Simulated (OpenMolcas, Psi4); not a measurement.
CH6Si (methylsilane): methods side by side

The species is CH6Si (8 atoms), meant as a singlet with charge 0. SMILES: `C[SiH3]`. Geometry: relaxed at PBE0-D4/def2-TZVP.

```tsv
atom	x (Å)	y (Å)	z (Å)
C	-0.1815	0.2397	-0.9403
Si	0.1624	-0.2145	0.8415
H	-1.2405	0.1125	-1.1756
H	0.3955	-0.3914	-1.6198
H	0.0866	1.2807	-1.1339
H	-0.6250	0.6462	1.7654
H	1.6056	-0.0400	1.1599
H	-0.2031	-1.6332	1.1028
```

Quantity: the energy change with the C1–Si2 bond stretched from 1.871 to 3.367 Å, in eV. The values are calculated.

```tsv
level	kind	program	value (eV)	less CCSD(T)/def2-TZVP	CPU time (all runs)
HF/def2-TZVP (unrestricted)	Hartree–Fock	OpenMolcas	3.13	-0.57	25 s
SVWN5/def2-TZVP (restricted)	LDA	OpenMolcas	3.94	+0.24	62 s
BLYP/def2-TZVP (restricted)	GGA	OpenMolcas	3.44	-0.26	83 s
r2SCAN/def2-TZVP (restricted)	meta-GGA	OpenMolcas	3.94	+0.24	1.8 min
BHLYP/def2-TZVP (restricted)	global hybrid	OpenMolcas	4.32	+0.62	84 s
wB97X/def2-TZVP (restricted)	range-separated hybrid	Psi4	4.42	+0.72	2.2 min
B2PLYP/def2-TZVP (density fitting for correlation) (restricted)	double hybrid	Psi4	3.96	+0.26	56 s
MP2/def2-TZVP (restricted)	perturbation theory	OpenMolcas	4.20	+0.50	20 s
CCSD(T)/def2-TZVP (Cholesky decomposition) (restricted)	coupled cluster or CI	OpenMolcas	3.70	0.00	7.7 min
```

CCSD(T)/def2-TZVP (Cholesky decomposition) (restricted) is the highest level here, not the true value. At this stretch a single reference begins to fail. The first shape isn't each level's own minimum. The values span 3.13 to 4.42 eV. Spin contamination of the reference (⟨S²⟩ at least 0.1 too high) touches HF/def2-TZVP. Times are those of the runs behind each value, whatever else they computed, on shared processors of several kinds: orders of magnitude only.

Stretching the C–Si bond pulls apart a polar σ pair, and the cost depends strongly on how each level treats the two electrons as they separate. A restricted determinant keeps both in one orbital, retaining too much ionic character where the state should approach two singlet-coupled radicals. Exact exchange does not repair this, whereas semilocal exchange partly mimics the missing left-right correlation, which probably explains the rise from 3.44 eV with BLYP to 4.32 eV with BHLYP. wB97X lies higher still, while B2PLYP, despite its large share of exact exchange, falls back to 3.96 eV.

The low unrestricted HF value is not evidence of a weaker bond, since spin symmetry breaking relieves the ionic error without supplying the missing dynamic correlation. SVWN5, BLYP, r2SCAN and B2PLYP deviate from CCSD(T) by nearly the same amount, though not all in the same direction, so the data give no real ranking among them. Nor is the energy change a bond dissociation energy, because the fragments still interact and have not relaxed to free methyl and silyl radicals.
